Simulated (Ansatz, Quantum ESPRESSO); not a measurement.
# Band gap of cubic CsPbCl3 at fixed lattice: semilocal and hybrid functionals, spin-orbit coupling, potentials and code

An emitter or detector model for CsPbCl3 needs a band gap and an electron mass, and both depend on the level of theory behind them. We examine how far the calculated gap moves with the functional, with spin-orbit coupling and with the potentials and program, and what the timed levels cost. Every gap is the Kohn-Sham conduction-band minimum minus the valence-band maximum of the cubic crystal, held at one measured lattice, so relaxation plays no part in the differences. The comparison is between levels of theory; no measured gap is listed. Electron masses are not shown in the table, so for them we can give only the expected direction of change.

## How the numbers were made

CsPbCl3 (cubic perovskite), space group 221, 5 atoms in the cell, held at the measured lattice of a database entry (primitive vectors 5.605, 5.605, 5.605 angstrom, 35.22 angstrom^3 per atom) for every row; symmetry fixes all atomic positions. Ansatz 0.2.0 with its PAW potentials unless a row names other potentials or Quantum ESPRESSO 7.5; plane waves, scalar-relativistic unless spin-orbit coupling is named, no spin polarisation, no Hubbard U. Self-consistent k mesh 6x6x6 unless a row names another. Band extrema were located on a dense mesh and refined; masses are central differences at 0.008 and 0.03 1/angstrom. Hybrid rows give the gap on their own, coarser self-consistent mesh, which holds both extrema; they have no mass. Some further runs of this crystal with PBEsol in Quantum ESPRESSO, beyond those listed, are left out: a functional with an open fault in the program or one that repeats a listed row, a pseudopotential file found faulty, a gap that closes, a failed search for extrema, or a hybrid mesh that misses them.

Notes on method and selection:

- Semilocal Kohn-Sham gaps lie below measured gaps, and light masses that scale with the gap come out too small.
- Times are from shared machines (Arm Neoverse N1, Arm Neoverse V1, Arm Neoverse V2, Intel Xeon Platinum 8488C (Sapphire Rapids)) and rough; a row holds the self-consistent run, the dense band pass and the passes at the extrema (hybrid rows, where listed, the self-consistent run alone).
- In the Quantum ESPRESSO runs masses away from Gamma come from steps of 0.04 and 0.08 1/angstrom extrapolated to zero step.
- Measured gaps hold zero-point and thermal shifts that these static-lattice values lack.
- A blank cell means that the quantity is not defined for the row (degenerate or flat band, gap under 0.12 eV, no such level or valley in the search window, times from unlike processors), was not computed, or did not pass its check.
- Runs that did not converge, have known faults, used another set of PAW files or may not be shown are not listed.

Columns:

- edges: where the valence-band maximum and the conduction-band minimum lie in the zone.
- cutoff (eV): plane-wave cutoff of the wave functions.
- band gap (eV): fundamental Kohn-Sham gap, conduction-band minimum minus valence-band maximum.
- cost (core-seconds): processor time of the self-consistent run and the band passes of this row, summed over threads.

## The series

```
member                                              edges                                           cutoff (eV)  band gap (eV)  cost (core-seconds)  remark
PBE, SSSP efficiency (Quantum ESPRESSO)             R to R                                          612          1.940          750                  timed on Arm Neoverse V2
PBE                                                 R to R                                          420          1.931          52                   timed on Arm Neoverse V1
HSE06 + spin-orbit                                  a zone-boundary point to a zone-boundary point  420          ?              –
PBEsol, norm-conserving                             R to R                                          850          1.808          180                  timed on Arm Neoverse V1
PBE0                                                a zone-boundary point to a zone-boundary point  420          3.247          –                    k mesh 4x4x4
r2SCAN                                              R to R                                          500          2.290          130                  timed on Arm Neoverse V2
PBE, PseudoDojo (Quantum ESPRESSO)                  R to R                                          844          1.938          780                  timed on Arm Neoverse V2
PBEsol, GBRV (Quantum ESPRESSO)                     R to R                                          544          1.812          1200                 timed on Arm Neoverse N1
PBEsol + spin-orbit                                 a zone-boundary point to a zone-boundary point  420          0.583          –
HSE06                                               a zone-boundary point to a zone-boundary point  420          2.599          –                    k mesh 4x4x4
PBEsol + spin-orbit, PseudoDojo (Quantum ESPRESSO)  R to R                                          844          0.588          5200                 timed on Arm Neoverse V1
LDA                                                 R to R                                          420          1.739          53                   timed on Arm Neoverse V1
PBEsol                                              a zone-boundary point to a zone-boundary point  420          1.800          –
r2SCAN + spin-orbit                                 R to R                                          500          1.014          650                  timed on Intel Xeon Platinum 8488C (Sapphire Rapids)
LDA, PseudoDojo (Quantum ESPRESSO)                  R to R                                          844          1.745          930                  timed on Arm Neoverse V1
```

Cells marked ? are withheld until the estimate has been made.

## Interpretation

Without spin-orbit coupling, and with the default potentials, the gap rises from LDA (1.739 eV) through PBEsol, PBE, r2SCAN and HSE06 to PBE0 (3.247 eV). HSE06 lies 2.599 − 1.931 = 0.668 eV above PBE, because a share of exact exchange pushes occupied and empty states apart. PBE0 keeps the long-range part of that exchange, which HSE06 screens away, and gains a further 3.247 − 2.599 = 0.648 eV.

Spin-orbit coupling acts the other way and more strongly than any change of semilocal functional. It lowers the gap by 1.800 − 0.583 = 1.217 eV in PBEsol and by 2.290 − 1.014 = 1.276 eV in r2SCAN. The conduction-band minimum at R, which is the zone-boundary point named in the PBEsol rows with the default potentials, is a triplet of mainly Pb 6p character. The coupling splits it and pulls a j = 1/2 doublet down, while the valence-band maximum, an antibonding mix of Pb 6s and Cl 3p without orbital degeneracy, hardly moves.

The splitting also leaves a single conduction band at the minimum, for which one electron mass can be defined. That mass should be lighter where the gap is smaller, so semilocal functionals with spin-orbit coupling will tend to make it too light. A scalar-relativistic semilocal gap can look closer to experiment than the fuller calculation, but only because two errors of opposite sign partly cancel.

Potentials and program matter little: the three PBE gaps span 0.009 eV and the three scalar PBEsol gaps 0.012 eV.

Among the timed runs, LDA and PBE with default potentials are cheapest, at about 50 core-seconds. In Quantum ESPRESSO with PseudoDojo potentials, on the same processor type, PBEsol with spin-orbit coupling took 5200 / 930 = 5.6 times as long as scalar LDA. Most of this is the price of two-component wave functions, since the two functionals differ little in cost. No times are listed for the hybrids.

## Prediction

Plain estimates from the members shown:

- HSE06 + spin-orbit, mean of the 14 members shown: 1.788 eV, standard deviation 0.69

The mean of the members shown, 1.788 eV, mixes gaps with and without spin-orbit coupling and has no physical bearing on this row. The scalar HSE06 gap is the better start, because it already contains the effect of screened exchange and lacks only the spin-orbit shift.

That shift comes mainly from the Pb 6p shell and is nearly the same in energy for the two functionals where it can be formed, although their scalar gaps differ by 2.290 − 1.800 = 0.490 eV. We therefore carry it over as a difference, not as a ratio, and take it from r2SCAN, whose scalar gap is the nearer of the two to HSE06:

2.599 − 1.276 = 1.323 eV.

The same step can be tried on a shown member. Carrying the PBEsol shift over to r2SCAN gives 2.290 − 1.217 = 1.073 eV, against the calculated 1.014 eV, a miss of 1.073 − 1.014 = 0.059 eV. We take this as the standard deviation, though it rests on a single trial.

The estimate is more likely to be too high than too low, since exact exchange can widen the splitting of the Pb 6p levels. Two pairs are too few to fix a correction for this, and we apply none.

**Committed estimate, HSE06 + spin-orbit: band gap = 1.32 ± 0.06 eV.**

## Result

```
member              edges                                           cutoff (eV)  band gap (eV)  remark
HSE06 + spin-orbit  a zone-boundary point to a zone-boundary point  420          1.308          k mesh 4x4x4
```

```
member              estimate   band gap (eV)  computed  estimate − computed  miss in error bars
HSE06 + spin-orbit  committed  1.320          1.308     +0.012               0.2
HSE06 + spin-orbit  mean       1.788          1.308     +0.480
```

The estimate of 1.32 eV lies 0.012 eV above the computed 1.308 eV, well inside its error bar of 0.06 eV. The mean of the members shown missed by 0.480 eV.

Carrying the spin-orbit shift over as an energy was the right choice. HSE06 gives a shift of 2.599 − 1.308 = 1.291 eV, against 1.276 eV in r2SCAN and 1.217 eV in PBEsol. Had we scaled the gap instead, the r2SCAN ratio would have given 2.599 × 1.014 / 2.290 = 1.151 eV, too low by 1.308 − 1.151 = 0.157 eV. This fits a splitting set mainly by the Pb 6p shell and not by the size of the gap.

We had also expected exact exchange to widen the splitting and leave the estimate slightly high. The sign agrees, but the HSE06 shift exceeds that of r2SCAN by only 1.291 − 1.276 = 0.015 eV, about as much as a change of potentials moves the gap, so this part remains unconfirmed.

## Exceptions

No row stands apart once functional and spin-orbit coupling are taken into account. The extremes, PBE0 at 3.247 eV and PBEsol with spin-orbit coupling at 0.583 eV, are where unscreened exact exchange without the coupling, and a semilocal functional with it, should put them.

## What the accuracy costs

Among the timed steps, the one most worth paying for is spin-orbit coupling. In r2SCAN it raised the time from 130 to 650 core-seconds, roughly fivefold though on unlike processors, and moved the gap by 1.276 eV.

Harder potentials buy far less. On one processor type, PBEsol with norm-conserving potentials at 850 eV took 180 core-seconds, against 52 for PBE with the default potentials at 420 eV. The norm-conserving gap differs from the default PBEsol gap by only 0.008 eV.

## Conclusions

For this crystal at this lattice, spin-orbit coupling lowers the gap by 1.22 to 1.29 eV in PBEsol, r2SCAN and HSE06. Predicting each of these three shifts from the mean of the other two misses by roughly 0.02 to 0.07 eV, so a scalar gap from a similar functional can be corrected to about that accuracy.

The HSE06 gap with spin-orbit coupling corresponds to a wavelength hc/E of 1240 / 1.308 = 948 nm (hc in eV nm), in the near infrared, whereas CsPbCl3 is known to absorb and emit near the violet end of the spectrum. Even this level is therefore far too low for device design.

Two omitted effects should each raise the gap: quasiparticle corrections beyond HSE06, probably the larger of the two, and local tilting of the octahedra, which is absent from the ideal cubic cell.

[Logs are printed without paths, hosts, clocks, repeated set-up lines and the standing remarks that a program may print on its own settings, such as how far it seeks lower states.]
